Squeezing a crystal of SnSe₂ by one percent in volume, with its shape held fixed, takes more than half a gigapascal, or several thousand atmospheres. Whether the next percent costs the same decides how far such a figure can be carried. The table below follows the crystal through six volumes and leaves the results at a seventh, 27.27 Å³ per atom, open. What are the pressure and the energy there, and is it enough to treat the crystal as a spring of constant stiffness?

SnSe₂ (space group P-3m1) at scaled volumes with cell shape and fractional coordinates fixed, computed with Ansatz 0.2.0 using PBE without dispersion correction and scalar-relativistic all-electron LAPW, without spin polarisation. The k mesh is 8×8×5, with Fermi–Dirac smearing of 0.05 eV. Energies are counted from the minimum of the fitted equation of state.

```
volume (Å³/atom)  energy (meV/atom)  pressure (GPa)
           24.18             114.02          11.340
           24.70              81.12           9.190
           25.21              54.76           7.260
           25.73              34.28           5.530
           26.24              19.08           3.970
           26.76               8.62           2.580
           27.27                  ?               ?
```

The volume is counted per atom, and the pressure is the average, over all directions, of what must be applied to hold the crystal at that volume and shape. The energy, also per atom, is measured from the lowest point of a curve that was fitted to the calculation. The row at 25.73 Å³ is the given cell, and the others are scaled from it in equal steps of two percent. Because the shape is fixed and the atoms keep their relative places in the cell, the Sn–Se bonds and the gaps between the layers stretch in the same proportion.

Energy and pressure are tied together: the pressure is the rate at which the energy falls as the volume grows. With P for pressure, E for energy and V for volume,

P = −dE/dV

In handy units, a pressure of 1 GPa acting over 1 Å³ amounts to about 6.2 meV. The slopes between the known energies agree with the listed pressures to within a few hundredths of a GPa, so the two columns tell one story.

A spring of constant stiffness would lose the same pressure at every equal step of volume. The crystal does not. From the first row to the second the pressure drops by 11.34 − 9.19 = 2.15 GPa, but from 26.24 to 26.76 Å³ it drops by only 3.97 − 2.58 = 1.39 GPa. The crystal grows softer as it expands.

The usual measure of this is the bulk modulus B, the pressure change per relative change of volume:

B = −V dP/dV

Taken between neighbouring rows, it falls from 102 GPa in the first known step to 72 GPa in the last, a loss of about 30 %. Over the same stretch the bonds lengthen by less than 3 %. These are stiffnesses at fixed shape; under even pressure from all sides a layered crystal can let its soft gaps take more of the squeeze, and it then yields more easily.

So small a change in length has so large an effect because of the way atoms repel each other. When the electron clouds of neighbours are pushed into one another, the repulsion climbs very steeply with shrinking distance, while the attraction that holds the crystal together varies more gently. Compression therefore meets a wall that steepens, and expansion leads away from it. This is an argument for why the energy curve is lopsided; the table shows the lopsidedness itself, not the separate forces.

The simplest description, a parabola of energy against volume, has no room for this. Its curvature is the same everywhere, so a parabola laid through the six compressed rows carries their average curvature out to larger volumes, where the crystal is softer. It must let the pressure die away too soon. It places the energy minimum close to the open row and forecasts about 5 meV per atom there.

The Birch–Murnaghan form mends this by measuring compression differently. It uses the Eulerian strain f, here counted from the volume Vᵣ of the given cell, and writes the energy as a short series in it:

f = [(Vᵣ/V)^(2/3) − 1]/2

E = a + b f + c f² + d f³

The same step in volume changes f less when the crystal is large than when it is small. Even a plain quadratic in f is therefore lopsided in volume, steep on the compressed side and flatter on the other, and the cubic term adjusts how lopsided. The slope of this series gives the matching formula for the pressure.

The forecast can be made by hand. The stiffness has lately been falling by about 7 GPa per step, so for the step from 26.76 to 27.27 Å³ it should be near 65 GPa. The step is 0.51 Å³ long and is centred near 27.0 Å³, which gives

pressure drop ≈ 65 × 0.51/27.0 ≈ 1.2 GPa

and leaves 2.58 − 1.2 ≈ 1.4 GPa. The mean pressure along the step is then about 2.0 GPa, and the energy follows:

energy drop ≈ 2.0 × 0.51 × 6.2 ≈ 6.3 meV per atom

Taken from the 8.62 meV of the last known row, this leaves about 2.3 meV per atom.

The Birch–Murnaghan form, fitted to the six known rows once for the pressures and once for the energies, sharpens these figures. The forecast is a pressure that is still positive and about half that of the row before, near 1.3 GPa, give or take 0.1 GPa. For the energy it is near 2.4 meV per atom, give or take 0.3 meV. Both margins are judgements, set wider than the visible scatter. They also assume that the basis error of the calculation, 1 meV per atom, is largely shared by neighbouring volumes and so cancels.

The withheld rows as computed:

```
volume (Å³/atom)  energy (meV/atom)  pressure (GPa)
           27.27               2.41           1.320
```

Both forecasts hold. The computed pressure is 1.32 GPa, which the fitted form meets to within the rounding of the table. The computed energy is 2.41 meV per atom, and the form gave 2.43, too high by 0.02 meV. The margins proved far wider than needed, as they can when a smooth curve is continued by a single step with its softening included.

The parabola gives 4.76 meV per atom, about twice the computed value. Among the six rows to which it was fitted it had looked respectable, with a typical error of 0.3 meV on energies that span more than 100 meV. One step outside, the error is seven times as large. Inside the fitted range the parabola's height, slope and curvature are adjusted together, so that the missing lopsidedness shows only as small errors, some above and some below; beyond the last row nothing holds the error down. The output printed after this text sets the two descriptions side by side.

The two successes are not independent. Pressure is the slope of energy, so a form that continues one of them well should continue the other well too. Still, the listed pressures are not simply the slopes of the curve fitted to the energies: added up from the first row to the last, they differ from the fall in energy by a small amount, but by more than the error of that fit allows. The energy forecast used only the six known energies; their common zero does come from a fit to the run, but it shifts every row alike.

The open row also shows how far the crystal still is from rest. At 1.32 GPa, and with a stiffness of about 60 GPa, it has to expand by roughly another two percent before the pressure vanishes. The Birch–Murnaghan fit to the six known pressures puts that point at 27.9 Å³ per atom. This lies beyond every volume calculated, so it is an extrapolation, and so is any bulk modulus quoted for the uncompressed crystal.

That resting volume is about 8 % larger than the given cell, which in this calculation is under 5.53 GPa. Two known habits of the method push in this direction: PBE tends to make bonds too long, and without a dispersion correction it holds layers together too weakly. How much each contributes can't be read from a curve in which bonds and gaps stretch together. The good forecast thus shows that the calculated curve is smooth and well described, not that its resting volume is that of real SnSe₂.

What can be carried away is a rule for the softening. The bond lengthening of nearly 3 % corresponds to about 8 % in volume, and it cost 30 % of the stiffness, so each percent of volume takes away about four percent of the bulk modulus. This rate belongs to the crystal at fixed shape; where the gaps are free to close first, it can be different. For a small change of volume a constant modulus will do; over several percent, the modulus has to be allowed to change along the way.

The analysis program printed:

```
Steps ending at each row:
    row  Sn-Se in angstrom  stiffness in GPa  pressure from energy slope in GPa  mean pressure in GPa
  24.18              2.624               n/a                                n/a                   n/a
   24.7              2.643             102.1                              10.24                 10.27
  25.21              2.661              93.6                              8.208                 8.225
  25.73              2.679             85.63                              6.377                 6.395
  26.24              2.697             78.78                              4.733                  4.75
  26.76              2.714             71.58                              3.257                 3.275
  27.27              2.732             66.15                              1.934                  1.95
Fall of stiffness from first to last known step, %: 29.9
Bond lengthening between the middles of these steps, %: 2.732
fit of pressure on 6 rows: coefficient of t0 5.529 +/- 0.0018, coefficient of t1 2.182 +/- 0.0014, coefficient of t2 0.02378 +/- 0.0011; rms 0.00215, worst 26.24 0.00431, leave-one-out rms 0.00562
  rows outside the fit (model, value, miss): 27.27 1.322, 1.32, 0.00228
fit of energy on 6 rows: constant 34.28 +/- 0.0016, coefficient of st 26.62 +/- 0.002, coefficient of st**2 5.266 +/- 0.0014, coefficient of st**3 0.03576 +/- 0.00092; rms 0.00135, worst 24.7 -0.00192, leave-one-out rms 0.00964
  rows outside the fit (model, value, miss): 27.27 2.431, 2.41, 0.0212
fit of energy on 6 rows: constant 34.03 +/- 0.28, coefficient of dv -35.29 +/- 0.26, coefficient of dv**2 10.58 +/- 0.29; rms 0.329, worst 24.7 0.433, leave-one-out rms 1.05
  rows outside the fit (model, value, miss): 27.27 4.76, 2.41, 2.35
Energy at the hidden row from last known row and forecast pressure, meV/atom: 2.354
Extrapolated volume of zero pressure from known rows, angstrom^3/atom: 27.88
Extrapolated bulk modulus there from known rows, GPa: 56.89
Volume of the parabola's minimum, angstrom^3/atom: 27.4
```
